The molecule is CH₃–PH–C(=O)–CH₃, a chain in which phosphorus and a carbonyl carbon sit side by side, each carrying one methyl group. Rows 2 and 3 are these two central atoms, and row 5 is the oxygen. The methyl on phosphorus consists of rows 1, 6, 7 and 8, the acetyl methyl of rows 4, 10, 11 and 12, and row 9 is the hydrogen on phosphorus. A Hirshfeld charge comes from dividing the electron density at every point among the atoms, in proportion to what the free atoms would have there. A positive value means that an atom holds fewer electrons than the neutral free atom.

Hirshfeld charges of the atoms in CH₃–PH–C(=O)–CH₃ (neutral singlet), calculated with PySCF 2.14.0 at the Hartree–Fock/def2-SVPD level. The values come from a gas-phase single point on the GFN2-xTB geometry of one conformer.

```csv
row,hirshfeld charge (e),computed element
1,-0.155,C
2,0.134,P
3,0.138,C
4,-0.101,C
5,-0.319,O
6,0.043,H
7,0.049,H
8,0.044,H
9,-0.004,H
10,0.058,H
11,0.060,H
12,0.052,H
```

**1. Which atom is most negative, and does its bonding partner pay for it?**

Oxygen is, with −0.319 e, as its high electronegativity demands. The carbonyl carbon is positive, but its +0.138 e balances only 43 % of the oxygen's charge. The C=O unit as a whole is therefore negative, and the rest of the molecule makes up the difference. The chemical reading is that the carbonyl carbon, having lost electrons to oxygen, recovers some from its other two neighbours. Its charge is the net result of three bonds and doesn't measure the polarity of the C=O bond alone.

**2. Why does one hydrogen stand apart from the other six?**

The hydrogen on phosphorus is almost neutral, at −0.004 e, while the six on carbon average +0.051 e. Phosphorus and hydrogen have nearly the same electronegativity, so neither gains much from the other. Carbon attracts electrons more strongly than hydrogen and leaves its hydrogens slightly positive. The charge of a hydrogen thus reflects first of all the atom to which it is bonded.

**3. Phosphorus and the carbonyl carbon are equally positive. Do they treat their methyl groups alike?**

They don't. The two central atoms differ by only 0.004 e, yet the methyl on phosphorus totals −0.019 e and the acetyl methyl +0.069 e. Equal charges on the neighbours go with clearly different methyl groups.

The likely explanation lies in how each central atom became positive. The carbonyl carbon has lost electrons to oxygen, and it passes part of that demand on to its own methyl. Phosphorus is less electronegative than carbon and tends to give electrons to both carbons beside it. Its methyl gains little, though: the P–H unit lacks 0.13 e, and most of that is matched by the acetyl group, which totals −0.112 e. Oxygen's demand thus seems to reach phosphorus too. Towards its own methyl, however, phosphorus is a weak donor, whereas the carbonyl carbon is a link through which oxygen pulls. To guess the effect on a neighbouring group, one should therefore compare electronegativities along the chain and ask where the demand starts; the sign of the adjacent charge isn't enough.

**4. How far along the chain does this induction reach?**

It reaches the methyl hydrogens, but weakly. The acetyl methyl carbon is 0.054 e more positive than the methyl carbon on phosphorus, whereas the hydrogens differ by only 0.011 e on average. One bond further out, the effect per atom has dropped to about a fifth. Much of that drop is simple division, because three hydrogens share the effect: together they still differ by 0.034 e. Induction does usually fade with distance, but this one comparison can't show how fast.

Every acetyl hydrogen is more positive than every hydrogen of the other methyl, but the closest pair, +0.052 and +0.049 e, nearly touches. Turning a methyl group could change the individual values, and only one conformer was computed. The averages carry the argument better than any single hydrogen does.

**5. What would change if nitrogen replaced phosphorus?**

The polarity around the central atom should reverse. Nitrogen is more electronegative than both carbon and hydrogen, so it would draw electrons from the methyl and from its own hydrogen, and both should become more positive. The molecule would then be an amide, in which the nitrogen lone pair also spreads into the C=O bond and flattens the nitrogen.

The phosphorus compound shows little sign of such sharing. Its phosphorus is pyramidal, and the bond to the carbonyl carbon, 1.859 Å, is no shorter than the bond to the methyl, 1.856 Å. These lengths come from a tight-binding geometry. The bond orders of the Hartree–Fock calculation, taken at that same geometry, point the same way: the one to the carbonyl carbon is no higher than the one to the methyl. This speaks against strong sharing, though a slight amount can't be excluded. Induction through the single bonds is thus the simpler account of the charges here.

**6. Which digits can be trusted, and what would another method change?**

The charges add up to −0.001 e, which for twelve rounded entries is as good as zero. This confirms the addition but says nothing about accuracy, because even a poor density of a neutral molecule would give the same sum. The order of phosphorus and the carbonyl carbon, 0.004 e apart, should not be read as a result.

Hartree–Fock theory usually makes carbonyl groups too polar. With electron correlation, the charges of oxygen and its carbon would probably shrink, and a larger basis could also move the second decimal. The difference of 0.088 e between the methyl groups is far above rounding. It also compares like with like, so part of the error should cancel, although no second method was run to test this.

**7. Phosphorus is positive. Does it therefore repel electron-seeking reagents?**

No, because a charge counts electrons without saying how tightly they are held or where they sit. On the molecular surface, the average energy needed to remove an electron is lowest beside phosphorus, at 10.56 eV, and 4.1 eV higher beside oxygen. The loosely held electrons are those of the phosphorus lone pair, which remains in place although the atom has lost density in its bonds.

The electrostatic potential tells the other half of the story. It is most negative at oxygen, −1.72 V, and has a shallower minimum of −0.81 V beside phosphorus. A small, hard cation should thus be drawn first to oxygen, while a soft reagent that shares electrons should favour phosphorus. This follows from the general chemistry of hard and soft partners; no reaction was computed.

**8. Can twelve charges reproduce the dipole moment?**

Only in part, and the failure shows what the charges leave out. The simplest model places each charge qᵢ at its nucleus, at position rᵢ, and adds up all twelve rows without any fitted constant:

μ = Σ qᵢ rᵢ, with 1 e Å = 4.8 debye

- from the charges: μ = (−1.9, 1.8, −1.1) debye, length √(1.9² + 1.8² + 1.1²) ≈ 2.8 debye
- from the full density: μ = (−2.0, 2.8, 0.0) debye, length ≈ 3.5 debye
- remainder: (−0.1, 1.0, 1.1) debye, length ≈ 1.5 debye

Judged by length alone, the model falls short by 0.6 debye, or 18 % of the full value. The remainder as a vector is more than twice as large, because the model also gets the direction wrong. Agreement in the size of a dipole is therefore a lenient test of atomic charges. The printed output below gives these comparisons together with the group sums.

What the model lacks is the lopsided shape of each atom's own electron cloud. A hydrogen atom in a weak electric field is the simplest example: its charge stays exactly zero, yet its cloud shifts and it acquires a dipole. The comparison holds only for this separation of charge from shape, since in the molecule the distortion comes from bonding and lone pairs and needs no outside field.

The phosphorus lone pair points roughly along −z. Electrons displaced that way give a dipole along +z, which is the direction of the z remainder. The y remainder is harder to assign. Electrons displaced outward at oxygen, along the C=O bond, would give a dipole along +y, but also one of nearly the same size along −x, and the x remainder is only −0.1 debye. Oxygen alone therefore doesn't explain it, and the atomic contributions were not separated. The same lone pair that makes a positive phosphorus electron-rich towards reagents may thus also be part of the reason why point charges misjudge the dipole.

Printed output of the fit:

```
Sum of all twelve charges (e): -0.001
Carbonyl carbon charge as share of the oxygen charge, sign dropped (%): 43.26
Total charge of the C=O unit (e): -0.181
Total charge of the P-H unit (e): 0.13
Total charge of the methyl on P (e): -0.019
Total charge of the acetyl methyl (e): 0.069
Acetyl methyl minus methyl on P, whole groups (e): 0.088
Acetyl methyl minus methyl on P, carbon atoms only (e): 0.054
Acyl carbon minus phosphorus (e): 0.004
Mean hydrogen charge in the methyl on P (e): 0.04533
Mean hydrogen charge in the acetyl methyl (e): 0.05667
Difference of these two means (e): 0.01133
Mean charge of the six hydrogens on carbon (e): 0.051
Mean hydrogen on carbon minus hydrogen on P (e): 0.055
Local ionisation minimum at O minus that at P (eV): 4.134
Potential minimum at P minus that at O (V): 0.918
Dipole length from the point charges alone (debye): 2.845
Computed dipole length minus point-charge length (debye): 0.6389
Missing dipole along x, computed minus point charges (debye): -0.1099
Missing dipole along y, computed minus point charges (debye): 1.013
Missing dipole along z, computed minus point charges (debye): 1.068
Length of the missing dipole vector (debye): 1.476
```
